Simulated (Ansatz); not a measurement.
Ionic part of the dielectric constant of BN at 5 GPa, mode by mode

Theory: Ansatz, DFT LDA, scalar-relativistic, plane waves, PAW. Settings: 420 eV plane-wave cutoff, Γ-centred 12×12×12 mesh, fixed occupations. No spin polarisation. Phonons by linear response, acoustic sum rule imposed.

The structure is cubic, space group F-43m (No. 216). Conventional cell: a = 3.566 Å, b = 3.566 Å, c = 3.566 Å, α = 90.00°, β = 90.00°, γ = 90.00°. B (site symmetry -43m) is surrounded by 4 N at 1.54 Å. Around N (site symmetry -43m) lie 4 B at 1.54 Å.

The primitive cell has V = 11.34 Å³ and ε∞,xx = 4.555. Each polar mode adds Δε = (4.92064×10⁷/V)·S/ν² along x, with S its oscillator strength in e²/amu, ν in cm⁻¹ and V in Å³.

Q: From these modes, find each Δε and ε0,xx.
| ν (cm⁻¹) | S_xx (e²/amu) |
| --- | --- |
| 1084.2 | 0.5746 |

A:
```json
{"ν (cm⁻¹)": "1084.2", "Δε": "2.12"}
```

The sum is 2.122, so ε0,xx = 6.68; the run's tensor has 6.68.

Q: Where do the longitudinal modes lie for a wave vector along x?

A: At 1313 cm⁻¹. The Lyddane–Sachs–Teller product Π(ν_LO/ν_TO)² = 1.47 matches ε0/ε∞ = 1.47.

The lattice adds 2.12 to an electronic dielectric constant of 4.555, so the static response of cubic BN at this pressure remains mainly electronic. All of the ionic part comes from the one triply degenerate optical mode, in which the B and N sublattices move against each other, and cubic symmetry makes it isotropic. The B–N bond is polar enough to give this mode a sizeable dynamical charge, but the short, strongly covalent sp³ network resists the displacement. The light atoms are not what keeps the ionic term small: the reduced mass enters both the oscillator strength and the squared frequency and cancels, leaving the balance between effective charge and restoring force. The same charge, screened by the electrons, sets up the macroscopic field that lifts the longitudinal mode from 1084.2 to 1313 cm⁻¹. The Lyddane–Sachs–Teller agreement shows that charges, frequencies and electronic screening are mutually consistent, not that each is accurate. How the ionic share changes with compression cannot be judged from a single pressure.
